\section*{Herring criterion for magnetic space groups, with bcc Fe along $\Gamma$--H}

The unitary little group of a wave vector fixes the dimension $d$ of a level. Antiunitary symmetries either leave it at $d$ or raise it to $2d$. One sum of characters decides which. Herring (1937) gave this test for time reversal in crystals, and it holds unchanged for magnetic groups.

\subsection*{Premises and conventions}

\begin{enumerate}
\item $H$ commutes with a magnetic space group $M=G\cup a_0G$. The subgroup $G$ is unitary, $T\subset G$ is its translation lattice, and the other elements are antiunitary, $a=\theta\{R|\mathbf v\}$.
\item Time reversal $\theta$ commutes with all spatial operations, and $\theta^2=\omega$, with $\omega=+1$ for spinless states and $\omega=-1$ for spinors. The rotation by $2\pi$, $\bar E$, also acts as $\omega$. A rotation by $\phi$ about $\mathbf n$ is $e^{-i\phi\,\mathbf n\cdot\mathbf J}$ with $\mathbf J$ in units of $\hbar$. Inversion $I$ does not act on spin.
\item $\{E|\mathbf t\}\psi_{\mathbf k}=e^{-i\mathbf k\cdot\mathbf t}\psi_{\mathbf k}$, with periodic boundary conditions, so all groups are finite.
\end{enumerate}

Since $\{E|\mathbf t\}a=a\{E|R^{-1}\mathbf t\}$ and $a$ conjugates numbers,
\begin{equation}
\{E|\mathbf t\}\,a\psi_{\mathbf k}=a\,e^{-i\mathbf k\cdot R^{-1}\mathbf t}\psi_{\mathbf k}=e^{+i(R\mathbf k)\cdot\mathbf t}\,a\psi_{\mathbf k}.
\end{equation}
So $a$ sends $\mathbf k$ to $-R\mathbf k$. Let $G_{\mathbf k}$ be the unitary little group and $A_{\mathbf k}$ the set of antiunitary elements with $R\mathbf k=-\mathbf k+\mathbf K$, where $\mathbf K$ is a reciprocal vector of $T$. We assume $A_{\mathbf k}$ is not empty and pick $a_0$ in it. Then $A_{\mathbf k}=G_{\mathbf k}a_0$. The number $n=|G_{\mathbf k}/T|$ counts the unitary point operations, with $g$ and $\bar Eg$ counted once.

\subsection*{Step 1: the conjugate representation}

Let the row $\psi=(\psi_1,\dots,\psi_d)$ of eigenstates carry a unitary small irrep, $g\psi=\psi D(g)$. The states $\varphi=a_0\psi$ have the same energy, and
\begin{equation}
g\varphi=a_0\,(a_0^{-1}ga_0)\psi=\varphi\,\bar D(g),\qquad \bar D(g)=D^*(a_0^{-1}ga_0).
\end{equation}
$\bar D$ is irreducible because $D$ is. It is a small irrep at the same $\mathbf k$, since $\bar D(\{E|\mathbf t\})=e^{i(R\mathbf k)\cdot\mathbf t}=e^{-i\mathbf k\cdot\mathbf t}$. With $C=D(a_0^2)$ we have $a_0\varphi=\psi C$, so $\psi$ and $\varphi$ together span a space closed under the whole magnetic little group. Conjugating twice gives
\begin{equation}
\bar{\bar D}(g)=D(a_0^{-2}ga_0^{2})=C^{-1}D(g)\,C. \label{eq:twice}
\end{equation}
If $\bar D$ is inequivalent to $D$, then $\varphi$ is orthogonal to $\psi$ and the level has dimension $2d$. By \eqref{eq:twice} the pairing is mutual.

\subsection*{Step 2: the equivalent case has a sign}

Let $\bar D(g)=U^{-1}D(g)U$ with unitary $U$. Then
\begin{equation}
\bar{\bar D}(g)=[\bar D(a_0^{-1}ga_0)]^*=U^{*-1}\bar D(g)U^*=(UU^*)^{-1}D(g)\,UU^*.
\end{equation}
Comparison with \eqref{eq:twice} shows that $UU^*C^{-1}$ commutes with every $D(g)$. Schur's lemma gives $UU^*=\lambda C$, with $|\lambda|=1$ because both sides are unitary. Setting $g=a_0^2$ in the definition of $U$ gives $C^*=U^{-1}CU$. Now evaluate $U^*U$ in two ways. Complex conjugation of $UU^*=\lambda C$ gives $\lambda^*U^{-1}CU$, and $U^{-1}(UU^*)U$ gives $\lambda U^{-1}CU$. Hence
\begin{equation}
UU^*=\lambda\,D(a_0^2),\qquad \lambda=\pm1. \label{eq:lambda}
\end{equation}

\subsection*{Step 3: what the sign means}

Define $\psi'=(a_0\psi)U^{-1}$. It transforms with $D$ itself, because $\bar DU^{-1}=U^{-1}D$. The map $\psi\to\psi'$ is antilinear, and applied twice it gives
\begin{equation}
\psi''=a_0^2\psi\,U^{*-1}U^{-1}=\psi\,C\,(UU^*)^{-1}=\lambda\psi.
\end{equation}
The spans of $\psi$ and $\psi'$ are irreducible, so they coincide or share only the zero vector. If they coincide, Schur's lemma gives $\psi'=c\psi$ with $|c|=1$, and then $\psi''=c^*c\,\psi=\psi$. For $\lambda=-1$ this is impossible, so $D$ occurs twice and the level has dimension $2d$. For $\lambda=+1$ the row $\psi+\psi'$, or $i(\psi-\psi')$ if the sum vanishes, is mapped onto itself. A closed space of dimension $d$ exists and no doubling is forced.

\subsection*{Step 4: the character sum}

Write $a=ga_0$, so that $a^2=g\,a_0^2\,(a_0^{-1}ga_0)$ and
\begin{equation}
\chi(a^2)=\sum_{ijk}D_{ij}(g)\,C_{jk}\,\bar D^*_{ki}(g).
\end{equation}
$D$ and $\bar D$ assign the same phase to each translation and to $\bar E$. The product $D_{ij}\bar D^*_{ki}$ is therefore constant on each coset, $\chi(a^2)$ does not depend on the representative, and the group average equals the average over the $n$ cosets. Define $W=n^{-1}\sum_a\chi(a^2)$.

For inequivalent $D$ and $\bar D$ the orthogonality theorem gives $W=0$. For equivalent ones insert $\bar D^*=U^{*-1}D^*U^*$ and use $n^{-1}\sum_gD_{ij}D^*_{lm}=\delta_{il}\delta_{jm}/d$:
\begin{equation}
W=\frac1d\sum_{ij}(CU^{*-1})_{ji}\,U^*_{ji}=\frac{\lambda}{d}\sum_{ij}U_{ji}U^*_{ji}=\lambda.
\end{equation}
The second step uses $C=\lambda UU^*$ from \eqref{eq:lambda}, and the third uses $\mathrm{tr}\,UU^\dagger=d$. The three cases exclude one another, so the value of $W$ identifies the case:
\begin{equation}
W=\frac{\omega}{n}\sum_{\theta\{R|\mathbf v\}\in A_{\mathbf k}/T}\chi\big(\{R|\mathbf v\}^2\big)=
\begin{cases}+1 & D \text{ alone, dimension } d\\ -1 & D\oplus D,\ \text{dimension } 2d\\ 0 & D\oplus\bar D,\ \text{dimension } 2d.\end{cases} \label{eq:herring}
\end{equation}
The square is $\{R^2|R\mathbf v+\mathbf v\}$, taken in the double group for spinors, and its character includes the Bloch phase of any lattice translation.

\subsection*{Generalised Kramers degeneracy}

Suppose one element $a\in A_{\mathbf k}$ obeys $a^2=-1$ on all states at $\mathbf k$. Antiunitarity gives $\langle a^2\psi|a\psi\rangle=\langle\psi|a\psi\rangle$, so $\langle\psi|a\psi\rangle=0$. The orthogonal complement of the pair $\psi,a\psi$ within a level is again closed under $a$, so every level has even dimension. Three elements cover the common cases.

\emph{Anti-inversion.} For $a=\theta\{I|\mathbf v\}$ we have $-R\mathbf k=\mathbf k$ everywhere and $\{I|\mathbf v\}^2=\{E|\mathbf 0\}$, so $a^2=\omega$. Spinor bands are at least doubly degenerate at every $\mathbf k$.

\emph{Anti-translation.} For $a=\theta\{E|\boldsymbol\tau\}$, with $\boldsymbol\tau\notin T$ and $2\boldsymbol\tau\in T$,
\begin{equation}
a^2=\omega\,e^{-2i\mathbf k\cdot\boldsymbol\tau},
\end{equation}
and $a\in A_{\mathbf k}$ only at the eight invariant momenta $\mathbf k=\tfrac12\sum_i n_i\mathbf b_i$, $n_i\in\{0,1\}$, of the magnetic lattice. Choose the basis with $2\boldsymbol\tau=\mathbf a_3$, so the phase is $(-1)^{n_3}$. Spinors have $a^2=-1$ at the 4 momenta with $n_3=0$. At the others $a^2=+1$ and this element forces nothing.

\emph{Primed twofold axis.} For $a=\theta\{C_{2\mathbf n}|\mathbf v\}$ the factors $\theta^2=\omega$ and $C_2^2=\omega$ cancel, and $a^2=e^{-2i\mathbf k\cdot\mathbf v_\parallel}$, where $\mathbf v_\parallel$ is the part of $\mathbf v$ along the axis. The element fixes the plane $\mathbf k\cdot\mathbf n=0$, where $a^2=+1$. For a screw with $2\mathbf v_\parallel=c\,\mathbf n$, and $2\pi\mathbf n/c$ a reciprocal vector, it also fixes the plane $\mathbf k\cdot\mathbf n=\pi/c$, where $a^2=-1$ with or without spin. A primed mirror likewise squares to $+1$ when it has no glide.

An element with $a^2=-1$ does not imply $W=-1$. With $\theta I$ present, a general $\mathbf k$ has $n=1$ and $W=-1$. If the unitary group is $C_4$ about $z$, with $\chi_j(C_4)=e^{-i\pi j/2}$ and $j=\pm\frac12,\pm\frac32$, then
\begin{equation}
W=-\tfrac14\left(1+e^{-i\pi j}+e^{-2i\pi j}+e^{-3i\pi j}\right)=0,
\end{equation}
and $j$ pairs with $-j$. If it is $C_{4v}$, the spinor irreps have $d=2$ and $W=+1$, as shown below. All three routes give doublets.

\subsection*{Ferromagnetic bcc Fe along $\Gamma$--H}

Take the magnetisation along $[001]$, a typical easy axis of bcc Fe. It is an axial vector. Of the cubic operations, those of $C_{4h}$ preserve it. The rotations $C_{2x},C_{2y},C_{2,[110]},C_{2,[1\bar10]}$ and the four vertical mirrors reverse it and survive only with $\theta$. The group is $I4/mm'm'$, which is symmorphic, so $\mathbf v=0$ throughout. Neither $\theta$ nor $\theta I$ belongs to it. H is $(2\pi/a_{\rm c})(0,0,1)$, with $a_{\rm c}$ the cubic lattice constant, and it differs from $(2\pi/a_{\rm c})(1,0,0)$ by a reciprocal vector. The lines $\Gamma$--H parallel and perpendicular to the magnetisation are inequivalent.

\begin{center}
\begin{tabular}{lllll}
$\mathbf k$ & unitary part & $R$ in $A_{\mathbf k}$ & $d$ & $W$\\ \hline
$(0,0,k)$ & $C_4$, $n=4$ & four $C_2\perp z$ & 1 & $+1$\\
$(k,0,0)$ & $\{E,m_z\}$, $n=2$ & $C_{2y},\,m_x$ & 1 & $+1$\\
$\Gamma$, H & $C_{4h}$, $n=8$ & four $C_2$, four $m$ & 1 & $+1$\\
$(0,0,k)$, grey group & $C_{4v}$, $n=8$ & $I\times C_{4v}$ & 2 & $+1$
\end{tabular}
\end{center}

In the first three rows every $R$ squares to $\bar E$, each term of \eqref{eq:herring} equals $+1$, and no degeneracy is enforced. Explicitly, $\theta=-i\sigma_yK$ and $C_{2x}=-i\sigma_x$ give $\theta C_{2x}=-i\sigma_zK$ in spin space. This keeps $\sigma_z$ and squares to $+1$. Both $\theta$ and $C_{2x}$ reverse $j$, so the product maps each irrep $j$ onto itself.

The last row is the non-magnetic group $Im\bar3m1'$, which is also the group of bcc tungsten. The terms $\omega\chi(R^2)$ are $-2$ for $I$, $+2$ for $m_z$, $0$ for each of $IC_4^{\pm1}$ and $+2$ for each of the four $C_2$. The sum is 8. For the irrep with $j=\pm\frac12$ and $a_0=\theta I$ one has $U=\sigma_y$, $UU^*=-1=C$, and \eqref{eq:lambda} confirms $\lambda=+1$.

\subsection*{Numerical illustration}

A six-state $t_{2g}$ model shows the sizes. For $\mathbf k=(0,0,k)$ the orbitals $yz,zx$ form the pair $\Delta_5$, with $L_z=m=\pm1$ combinations. We set its energy to zero. The $xy$ band lies at $D(k)$. Nearest-neighbour hopping shifts all three equally. Second-neighbour two-centre integrals $V_\pi,V_\delta$ give $xy$ the energy $4V_\pi+2V_\delta\cos ka_{\rm c}$ and $zx$ the energy $2V_\pi+2V_\delta+2V_\pi\cos ka_{\rm c}$, so $D=D_0\sin^2(ka_{\rm c}/2)$ with $D_0=4(V_\pi-V_\delta)$. With the majority spin along $+z$, $P_{xy}$ the projector on $xy$ and $\mathbf S=\boldsymbol\sigma/2$,
\begin{equation}
H=D\,P_{xy}-\tfrac12\Delta_{\rm ex}\sigma_z+\xi\,\mathbf L\cdot\mathbf S.
\end{equation}
The label $j=m+s$, with $s=\pm\frac12$ the spin projection, is conserved modulo 4, and $xy$ counts as $m=2$. The states $|{-1}\uparrow\rangle$ and $|{+1}\downarrow\rangle$ stand alone:
\begin{equation}
E_{\pm1/2}=\pm\tfrac12\Delta_{\rm ex}-\tfrac12\xi.
\end{equation}
The term $\tfrac12\xi L_+S_-$ takes $|{+1}\uparrow\rangle$ to $\xi|2\downarrow\rangle$, whose overlap with $xy\downarrow$ has modulus $1/\sqrt2$. The term $\tfrac12\xi L_-S_+$ acts likewise on $|{-1}\downarrow\rangle$. After a choice of phases,
\begin{equation}
H_{\pm3/2}=\begin{pmatrix}\mp\tfrac12\Delta_{\rm ex}+\tfrac12\xi & \xi/\sqrt2\\ \xi/\sqrt2 & D\pm\tfrac12\Delta_{\rm ex}\end{pmatrix}.
\end{equation}

The spin moment is the compiled measured value $2.13\,\mu_B$ per atom (Ekholm 2018). A typical Stoner parameter of $0.93$ eV per $\mu_B$ gives $\Delta_{\rm ex}=1.98$ eV. We assume a typical $\xi=0.06$ eV and an illustrative $D_0=1.0$ eV, and evaluate at the midpoint $k=\pi/a_{\rm c}$, where $D=D_0$. The Stoner parameter and $\xi$ were chosen to reproduce the typical exchange and spin--orbit scales of Fe, so the results test neither.

\begin{center}
\begin{tabular}{lcccccc}
$j$ & $-\frac12$ & $+\frac32$ & $-\frac32$ & $+\frac12$ & $-\frac32$ & $+\frac32$\\
character & $\Delta_5\uparrow$ & $\Delta_5\uparrow$ & $xy\uparrow$ & $\Delta_5\downarrow$ & $\Delta_5\downarrow$ & $xy\downarrow$\\ \hline
$E$ (eV) & $-1.02$ & $-0.96$ & $0.01$ & $0.96$ & $1.02$ & $1.99$
\end{tabular}
\end{center}

All six levels are single, as $W=+1$ with $d=1$ allows. The model splits each $\Delta_5$ pair by $0.06$ eV, about $1\times10^{-20}$ J, in first order in $\xi$. The off-diagonal elements shift the levels by $0.6$ meV for $j=+\frac32$ and $1.8$ meV for $j=-\frac32$. The omitted $3z^2-r^2$ orbital couples to $j=\pm\frac12$ with element $\xi\sqrt6/2$. At an assumed separation of 2 eV it shifts them by $2.7$ meV, which limits the table to two decimals. For $\Delta_{\rm ex}=0$ the two blocks become equal and the levels are doublets at $-0.03$, $0.03$ and $1.00$ eV, as the grey-group row requires.

For $\mathbf k=(k,0,0)$ the single band at $D$ is $yz$ and the pair is $xy,zx$. Its orbital moment lies along $x$, across the spin, so the first-order term vanishes. All nonzero $t_{2g}$ elements of $\xi\mathbf L\cdot\mathbf S$ have modulus $\xi/2$. The state $zx\uparrow$ couples to $xy\downarrow$ and $yz\uparrow$, while $xy\uparrow$ couples to $zx\downarrow$ and $yz\downarrow$. The second-order shifts differ by
\begin{equation}
\delta E=\frac{\xi^2}{4}\left(\frac1D-\frac1{D+\Delta_{\rm ex}}\right)=0.6\ \text{meV}.
\end{equation}
The omitted coupling of $xy\uparrow$ to $x^2-y^2\uparrow$ has element $\xi$ and gives $1.8$ meV at the same 2 eV separation. It exceeds $\delta E$, so the model fixes only the meV scale here, and neither the sign nor the value. The same $W=+1$ thus goes with splittings of very different size.

\subsection*{Range of validity}

The criterion is exact for any $H$ that commutes with $M$, for one-electron bands and for many-body states with the proper $\omega$. It needs a translation lattice, hence commensurate order. It gives enforced degeneracies only. It is silent on the size of allowed splittings and on crossings between different irreps, such as different $j$ on the line $(0,0,k)$. If $A_{\mathbf k}$ is empty, the antiunitary elements relate $\mathbf k$ to another wave vector and \eqref{eq:herring} does not apply. For $\xi\to0$ spin and space decouple, the symmetry grows to a spin group, and the $\Delta_5$ pairs close up in each spin channel.

For Fe the group $I4/mm'm'$ describes a single domain magnetised along a cube axis below the compiled Curie temperature of 1043 K (Br\"annvall 2024). A tetragonal magnetostrictive strain along that axis respects the group. Another direction of magnetisation changes the group and the table. Above the Curie point the grey group holds for thermal averages only. The model neglects $e_g$ and $sp$ admixture, and its numbers fail near points where an $e_g$ or $sp$ band of the same irrep approaches a level within a few $\xi$.